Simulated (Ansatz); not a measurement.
## Pressure against volume in ZrPbO₄

The cell was found from a structure generator's guess, not taken from experiment.

The calculation used Ansatz, DFT PBE, scalar-relativistic, plane waves, PAW. Cutoff 420 eV, Γ-centred 10×10×8 mesh (6-atom cell), Gaussian smearing of 0.10 eV, no spin polarisation.

```
Zr Pb O
1.0
     3.71450    0.00000    0.00000
     0.00000    3.71450    0.00000
     0.00000    0.00000    5.27297
Zr Pb O
1 1 4
Direct
  0.50000 0.50000 0.50000
  0.00000 0.00000 0.00000
  0.50000 0.00000 0.73927
  0.00000 0.50000 0.26073
  0.50000 0.00000 0.26073
  0.00000 0.50000 0.73927
```

The cell was set to several volumes, with shape and atoms relaxed at each where symmetry leaves them free. Pressure is positive in compression, and energies count from the lowest row. No row has a gap on its mesh.

| row | V (Å³/atom) | P (GPa) | ΔE (meV/atom) |
| --- | --- | --- | --- |
| 1 | 10.671 | 30.92 | 123.9 |
| 2 | 11.034 | ? | ? |
| 3 | 11.398 | 12.77 | 27.2 |
| 4 | 11.762 | 5.82 | 6.3 |
| 5 | 12.126 | 0.00 | 0.0 |
| 6 | 12.489 | -4.86 | 5.8 |
| 7 | 12.853 | -8.93 | 21.6 |
| 8 | 13.338 | -13.30 | 55.6 |

Problem. Find B = −V·ΔP/ΔV from rows 4 and 6 and from rows 1 and 3, and from the two its slope B′ and its value B0 at zero pressure.

Solution. Rows 4 and 6 give −(11.762 + 12.489)/2 × (-4.86 − (5.82))/(12.489 − 11.762) = 178.1 GPa at a mean pressure of 0.48 GPa. Rows 1 and 3 give −(10.671 + 11.398)/2 × (12.77 − (30.92))/(11.398 − 10.671) = 275.5 GPa at a mean pressure of 21.84 GPa. So B′ = (275.5 − 178.1)/(21.84 − (0.48)) = 4.56 and B0 = 178.1 − 4.56 × (0.48) = 175.9 GPa. A third-order Birch–Murnaghan fit to all the energies gives B0 = 177.0 GPa and B′ = 4.9.

Problem. Estimate the pressure and energy of row 2.

Solution. From row 5, V0 = 12.126 × (1 + (0.00)/175.9) = 12.126 Å³/atom. Murnaghan's form P = (B0/B′)·[(V0/V)^B′ − 1] gives (175.9/4.56) × [(12.126/11.034)^4.56 − 1] = 20.74 GPa; the computed pressure is 21.05 GPa, so the estimate is off by -0.31 GPa. The work of compression from row 3, with the mean of the two pressures, gives ΔE = 27.2 + (20.74 + 12.77)/2 × (11.398 − 11.034)/160.2 × 1000 = 65.3 meV/atom (1 eV/Å³ = 160.2 GPa); the computed value is 65.3 meV/atom.

These runs have no spin–orbit coupling, which can matter for Pb. The zero gap may come from the functional, which often closes small gaps. All volumes keep the k mesh of the relaxed cell. Symmetry constrained the relaxation, so the result can be a saddle point.

The cell stiffens steadily under compression and softens on expansion, as expected when short-range repulsion between the filled oxygen shells and the cation cores rises faster than the attraction. The structure is an ordered fluorite derivative, with both cations eight-coordinate and formally tetravalent. Oxygen sits closer to Zr than to Pb, which suggests that the longer, weaker Pb–O bonds make the lattice more compliant than cubic zirconia.

The finite-difference B0 agrees well with the fitted 177.0 GPa, but B′ is lower, probably because 4.56 is an average over a wide compression range in which B′ itself falls. Holding it constant then makes the pressure of row 2 slightly too low. The exact match in energy is partly a cancellation: the trapezoid overestimates the work along a convex pressure curve, and the low pressure offsets this. The curve supports a compressibility for this ordered arrangement, but says nothing about whether the compound resists separation into the binary oxides.
